Can MP2 stand in for CCSD(T) when the hydroxyl group of this silicon radical is turned about its O–Si bond? The answer depends on what the curve is for. If heights are wanted to about 1 kJ/mol, MP2 passes at every scan point. If the shape of the curve matters, or the order of two points that lie close together, it fails, and it does so on one side of the rotation.

Rigid scan of the torsion H–O–Si–F in the gas-phase radical ClFHOSi (SMILES O[Si](F)Cl, doublet), calculated with Ansatz 0.2.0 in the def2-TZVPP basis with unrestricted orbitals and, for MP2 and CCSD(T), frozen cores. Each method's energies are relative to its own value at the PBE0-D4/def2-TZVP minimum structure, at -51.3°.

| torsion (°) | CCSD(T) (eV) | PBE0-D4 (eV) | MP2 (eV) | MP2 less CCSD(T) (eV) | T1 diagnostic |
| --- | --- | --- | --- | --- | --- |
| -157.8 | 0.0357 | 0.0310 | 0.0343 | -0.0014 | 0.013 |
| -117.8 | 0.0339 | 0.0314 | 0.0324 | -0.0015 | 0.013 |
| -77.8 | 0.0062 | 0.0070 | 0.0058 | -0.0004 | 0.013 |
| -51.3 | 0.0000 | 0.0000 | 0.0000 | 0.0000 | n/a |
| -37.8 | 0.0044 | 0.0029 | 0.0041 | -0.0003 | 0.013 |
| 2.2 | 0.0334 | 0.0284 | 0.0300 | -0.0034 | 0.013 |
| 42.2 | 0.0511 | 0.0496 | 0.0427 | -0.0084 | 0.013 |
| 82.2 | 0.0415 | 0.0400 | 0.0309 | -0.0106 | 0.013 |
| 122.2 | 0.0232 | 0.0172 | 0.0156 | -0.0076 | 0.013 |
| 162.2 | 0.0205 | 0.0145 | 0.0174 | -0.0031 | 0.013 |

The torsion is the angle H–O–Si–F, so that H eclipses fluorine at 0°. Each method counts its energies from its own value at the same minimum structure, in the row -51.3. The column "MP2 less CCSD(T)" therefore compares two changes in energy, with CCSD(T) as the reference. An error that MP2 makes equally at all angles drops out, and what remains is the part that varies with the rotation.

**From -157.8 to -37.8.** Here MP2 looks excellent. It lies below CCSD(T), but by no more than 1.5 meV. Two of these points are close to the minimum, where the curves are tied together, so their agreement is a mild test. The points -157.8 and -117.8 are a fairer one, since the molecule has climbed more than 30 meV there.

The row -157.8 also shows what kind of error is at work at this point, though the large misses further on are of another kind. MP2 and CCSD(T) start from the same unrestricted Hartree–Fock determinant, which by itself puts this point 42.4 meV above the minimum. Electron correlation then lowers the rise. MP2 takes off 8.0 meV and arrives at about 34 meV, whereas CCSD(T) takes off 6.6 meV and arrives at about 36 meV.

MP2 thus exaggerates the change in correlation energy by about a fifth. Yet at the minimum it recovers only 94% of the correlation energy that CCSD(T) finds. The two findings don't conflict, because a shortfall that stays the same during the rotation cancels. A method can have too little correlation in total and still let it change too much.

Theory offers a reason. In MP2 each pair of electrons lowers the energy as if the other pairs were uncorrelated. Its contribution is a squared coupling to empty orbitals divided by an energy gap, and when the rotation alters couplings and gaps, the contribution follows at once. Coupled cluster goes beyond second order within each pair and also lets the pairs act on one another, and this often damps the response.

The parts of the CCSD(T) energy at -157.8 fit that picture. With single and double excitations alone, the correlation energy lowers the rise by 5.1 meV, clearly less than in MP2. The triple excitations then add 1.5 meV to the lowering and close about half of the gap. This breakdown belongs to one row, in which the error is small. For the rest of the scan, the common starting determinant still guarantees that the whole difference between MP2 and CCSD(T) is a difference in correlation energy; that the missing damping is its cause at -157.8 is an inference from theory. It can't account for the large misses on the other side of the rotation. There correlation raises the height instead of lowering it, and MP2 makes this change too small, not too large.

**From 2.2 to 82.2.** Now H passes fluorine and moves into the space between fluorine and chlorine, and the agreement is lost. The miss grows at each step and reaches 10.6 meV at 82.2, about a quarter of the CCSD(T) height at that point. The highest point of the scan, however, is 42.2. From there to 82.2 the CCSD(T) energy falls while the MP2 error still grows, so the error isn't simply a fixed fraction of the height. These heights belong to a rigid rotation and are not relaxed barriers.

The T1 diagnostic gives no warning, for it stands at 0.013 at every scan point. It measures the weight of single excitations in the coupled-cluster wavefunction, and a small value suggests that one determinant is a sound starting point. That supports the use of CCSD(T) as the reference. It doesn't test whether second-order theory gets the double excitations right, and these make up the MP2 correlation energy. A low and steady T1 is therefore no certificate for MP2.

Why the error peaks in this region can only be guessed. The silicon atom is pyramidal, with an open side where the orbital of the unpaired electron points outwards. When H sits between fluorine and chlorine, the oxygen lone pair opposite H is turned roughly towards that open side. Electrons brought together in this way could make the correlation energy more sensitive to the angle. But the error here is not an exaggerated response: correlation raises the height, and MP2 raises it by too little. The guess doesn't say why second-order theory should fall short in this way, and it also fits the rows badly. At 2.2 and at 122.2 the lone pair is turned about equally far from the open side, yet MP2 misses by 3.4 meV at the first point, near fluorine, and by 7.6 meV at the second, near chlorine. Something else must make the two sides differ, and the table doesn't show what.

**At 122.2.** This row makes the failure easiest to recognise. H nearly eclipses chlorine, and CCSD(T) places the point at 23 meV, well below the 36 meV of -157.8. Nevertheless MP2 misses it by 7.6 meV, about five times as much as at -157.8. The lower point is the worse one, so a test at a single high point can't vouch for the rest of the curve.

The same row warns against a tempting shortcut. PBE0-D4 and MP2 differ by only 1.6 meV here, and a reader with these two curves alone might take their agreement for accuracy. Both lie 6 to 8 meV below CCSD(T). At 82.2, by contrast, PBE0-D4 is within 2 meV of the reference while MP2 has its largest error. The two methods err in different places, and where their errors happen to be alike, their agreement misleads.

**At 162.2.** The MP2 error shrinks again to 3.1 meV, and this recovery changes the shape of the curve. CCSD(T) puts 162.2 below 122.2 by 2.7 meV; MP2 puts it above by 1.8 meV. The lowest sampled point of the second well therefore moves by one step of the scan. Gaps this small could also change with a larger basis, so the order in nature remains open, but within this basis the two methods disagree.

The practical test follows from the way the error varies. A few CCSD(T) points should be spread around the full turn, and the difference from MP2 should be compared between them. If it is nearly constant, MP2 has the right shape at the points tested, whatever its total correlation energy; if it drifts, as it does here between -37.8 and 82.2, the shape is wrong by the amount of the drift. The output below lists these differences and the parts for -157.8, all obtained by plain arithmetic without a fitted curve.

Printed output of the fit:

```
Misses against CCSD(T):
     row  MP2 miss in meV  MP2 miss in % of height  PBE0-D4 miss in meV
  -157.8             -1.4                   -3.922                 -4.7
  -117.8             -1.5                   -4.425                 -2.5
   -77.8             -0.4                   -6.452                  0.8
   -51.3                0                        0                    0
   -37.8             -0.3                   -6.818                 -1.5
     2.2             -3.4                   -10.18                   -5
    42.2             -8.4                   -16.44                 -1.5
    82.2            -10.6                   -25.54                 -1.5
   122.2             -7.6                   -32.76                   -6
   162.2             -3.1                   -15.12                   -6
Mean MP2 miss from -157.8 to -37.8 without the minimum (meV): -0.9
Mean MP2 miss from 2.2 to 162.2 (meV): -6.62
Largest MP2 miss (kJ/mol): -1.023
CCSD(T) energy at 122.2 less that at 162.2 (meV): 2.7
MP2 energy at 122.2 less that at 162.2 (meV): -1.8
MP2 less PBE0-D4 at 122.2 (meV): -1.6
UHF rise from the minimum to -157.8 (meV): 42.4
Change of MP2 correlation energy on this way (meV): -8.009
Change of CCSD correlation energy on this way (meV): -5.12
Change of the triples on this way (meV): -1.49
Change of CCSD(T) correlation energy on this way (meV): -6.61
MP2 change in % of the CCSD(T) change: 121.2
MP2 correlation energy at the minimum in % of that of CCSD(T): 93.99
```
